## What was computed

The quantity called energy less reference is the free energy per atom of a WS₂ cell computed with a given k mesh, minus that of the same cell with the 10x10x2 mesh. The atoms do not move, so any difference comes from the mesh. The electrons were treated in the local density approximation, without spin. The PAW datasets were made for another functional, PBE. This flaw is common to all runs and should largely cancel in the energy differences, but it may affect the gaps themselves.

A k mesh is a set of sample points for the electron waves in a crystal. The energy needs an average over all allowed wavelengths and directions, and the mesh replaces it by an average over a few. In a mesh written 4x4x1, the first two numbers count the divisions in the plane of the layers. The last counts those along the long axis of the cell.

WS₂ (space group P-3m1, 6 atoms per cell) at fixed geometry, computed with Ansatz 0.2.0 in the LDA without spin, using PAW datasets made for PBE. The plane-wave cutoff is 421.78 eV (density 1687.1 eV), with Fermi–Dirac smearing of 0.1 eV and unshifted k meshes. Energies are free energies per atom, relative to the 10x10x2 mesh.

| k mesh | energy less reference (meV/atom) |
| --- | --- |
| 3x3x1 | 5.990 |
| 4x4x1 | -18.790 |
| 5x5x1 | 0.160 |
| 6x6x1 | 0.890 |
| 8x8x1 | 0.090 |

## Where the simple expectation fails

A finer mesh ought to bring the energy nearer to the reference. Here 4x4x1 lies about three times as far away as 3x3x1, and on the other side. Further down, 6x6x1 is off by 0.89 meV/atom although the coarser 5x5x1 is off by only 0.16.

Someone who compared only 3x3x1 and 5x5x1 with the reference would see the error shrink and might stop there. Someone who compared only 5x5x1 and 6x6x1 with it would see the error grow with the effort. One small energy difference therefore does not show that the next finer mesh will stay as close. For meshes as coarse as the first three here, 5x5x1 included, the makers of the data warn of errors up to 40 meV/atom. That figure comes from their tests on other systems; these runs themselves raised no warning.

The negative value at 4x4x1 does not mean that this run found a better ground state. On a fixed mesh, the calculation lowers the energy by adjusting the electron waves. Changing the mesh changes the averaging rule itself, and a poorer rule may give a result that is too low or too high.

## The picture: a crystal closed into a ring

An $N\times N$ mesh is equivalent to a crystal that closes on itself after $N$ cells in each direction of the plane. An electron that moves $N$ cells away arrives back where it started. The calculation then counts a link between distant cells as if it were a link of a cell with itself. As long as the potential is held fixed, the error of the mesh is the sum of these false links.

Two limits show what controls their size. If the atoms hardly felt each other, there would be no links and a single sample point would suffice. In a metal the links reach far, and the error dies out slowly. Every run here has a gap between filled and empty states, so theory places WS₂ in between, with links that weaken roughly exponentially with distance.

The useful measure of a mesh is therefore the repeat length, the number of divisions times the cell edge. It grows from about 10 Å at 3x3x1 to about 25 Å at 8x8x1. A cell of the same crystal with doubled in-plane edges needs only half the divisions for the same quality.

## The same picture as a formula

Let $f(\mathbf k)$ be the summed energy of the filled states at the sample point $\mathbf k$, for a fixed potential. It is periodic and can be written as a sum of waves, one for each lattice vector $\mathbf R$, with strengths $f_{\mathbf R}$. The true average is the constant term $f_0$. The mesh gives

$$
\frac{1}{N^2}\sum_{\mathbf k} f(\mathbf k)= f_0+\sum_{\mathbf R\neq 0} f_{N\mathbf R}.
$$

All waves average to zero on the mesh except those whose lattice vector is a multiple of $N$. At the mesh points these look like constants. In a layer of this symmetry the six shortest such vectors carry equal strengths, so the leading error is $6f_{Na}$, where $Na$ stands for a vector of $N$ cell edges.

Together with the gap, the formula puts a roughly exponential ceiling on the error but leaves its sign free. The strength $f_{\mathbf R}$ may be positive at one distance, negative at the next and close to zero at a third. A total error may therefore lie far below its ceiling on one mesh and near it on the next finer one.

## What the total hides

The total energy is a sum of large parts: kinetic energy, attraction to the ions, repulsion among the electrons and some others. The same runs give these parts separately. At 3x3x1 the electron repulsion (the Hartree term) lies 1.38 eV per cell above its reference value, while the local part of the attraction lies 1.87 eV below. Such shifts show that the coarse mesh has produced a different distribution of electrons.

Most of these shifts must cancel. Near the self-consistent solution, a small rearrangement of the electron waves leaves the total unchanged to first order, although each part responds in full. What survives is the averaging error of the formula and smaller terms of second order. Those smaller terms may themselves add to the averaging error or offset it.

A simple measure of how far a run is from the reference is the sum of the sizes of all part changes, taken without their signs. It comes to 4.1 eV per cell at 3x3x1 and 2.0 eV at 4x4x1. By this measure 4x4x1 is the better mesh, as its longer repeat length suggests. Its total is worse all the same: the smaller part changes leave a larger remainder.

The two shares make this plain. At 3x3x1 the total error is $6\times5.99\approx36$ meV per cell, or 0.9 % of the summed part changes. At 4x4x1 the corresponding share is 5.7 %. The low total error of the coarsest mesh thus goes with a closer cancellation, while its energy parts lie further from the reference. The shares describe this cancellation but do not explain it. What is left over is set by the averaging error and the second-order terms.

The pair 5x5x1 and 6x6x1 tells the same story more gently. Their part changes are nearly equal, 0.21 and 0.22 eV per cell, yet their total errors differ more than fivefold. The parts give no ground for calling 5x5x1 the better mesh.

## How well an exponential describes the rows

If each error kept near its exponential ceiling, its logarithm would fall roughly along a straight line as $N$ grows. Such a line was fitted by least squares to all five rows, once for the size of the total error and once for the summed part changes $G$. The second fit reads

$$
\ln(G/\mathrm{eV}) = 4.305-1.002\,N .
$$

For 6x6x1 it gives $4.305-6.012=-1.707$, hence $G\approx0.18$ eV per cell. The computed value is 0.22 eV. This row took part in the fit, so the agreement shows consistency and is no prediction. The worst row is 5x5x1, where the line gives more than twice the computed value.

The typical miss is a factor of 1.5 for the summed part changes and 3.5 for the total error. The parts thus follow the expected decay roughly, falling to a little over a third with each further division, while the total scatters widely about its line. Five rows can't prove an exponential law, and these are a selection: runs that failed or met a known fault of the program were left out. The summed measure was also chosen after the parts had been seen, and it depends on how the energy is split, so it serves as a warning light and gives no error bar.

One point stays open. The formula allows a small total at 3x3x1 and a large one at 4x4x1, but it does not predict them. The waves that the mesh miscounts may happen to be weak or to cancel at three cells, second-order terms may offset the averaging error there, or both may play a part. Repeating both runs with the electron density held fixed at that of the fine mesh would separate the two.

## A second false agreement: the gap

The runs also give a band gap, the distance from the highest filled to the lowest empty state found on the mesh. On 5x5x1 and on the reference it is 1.615 eV, with a difference of only 0.04 meV. That looks like perfect convergence. Yet 6x6x1 gives 1.43 eV.

The agreement most likely comes from shared sample points. Every in-plane point of a 5x5 mesh also belongs to the 10x10 mesh. If the states that set the gap lie at shared points, both runs must report nearly the same number, however far the true band edges are from those points. An average uses all points, but a gap depends on two extreme states, and a mesh that misses them reports too large a value.

Meshes whose in-plane number is a multiple of three contain the corner of the hexagonal zone; the other meshes here miss it. The two that contain it, 3x3x1 and 6x6x1, give the two smallest gaps. In a single layer of the common form of WS₂ both band edges are known to lie at this corner. This cell holds two layers, and here that is unlikely: the 10x10 mesh has points closer to the corner than the 5x5 mesh has, yet it finds no narrower gap. In a stack of two layers the highest filled state is expected at the zone centre, which every mesh here contains. The lowest empty state is expected either at the corner or about halfway between the corner and the centre, a place that 6x6x1 also samples and 3x3x1 does not. The wider gaps then most likely come from meshes that miss both places. The runs do not list the points that hold the band edges, so this step remains an argument.

The reference mesh is thus inadequate for the gap: its value is about 0.18 eV wider than that of 6x6x1. For total energies it serves at this level, since 8x8x1 agrees with it closely in both the total and the parts. Spin-orbit coupling, which is strong in tungsten and absent here, is a separate omission that no finer mesh repairs.

## Recognising the failure in practice

The first sign is a total error that changes sign or grows on a finer mesh. The second is a small total difference beside large changes in the energy parts, as at 3x3x1. The third is a gap that agrees between nested meshes and jumps on a mesh with other points. The second sign shows up in a comparison with a single finer mesh. The other two need at least two further meshes. For the gap, one of them should contain both the zone corner and the point halfway to the centre, as 6x6x1 does.

Among the meshes compared with the reference, only 8x8x1 combines a total error near 0.1 meV/atom with summed part changes well below 0.1 eV per cell. Its remaining difference shouldn't be ranked against that of 5x5x1, because the reference has an error of its own and also samples the long axis twice as densely. For the energy, 8x8x1 is the best supported choice in the table. For the gap it fails like the reference: its value also lies well above that of 6x6x1, and it too misses both the corner and the point halfway to the centre.
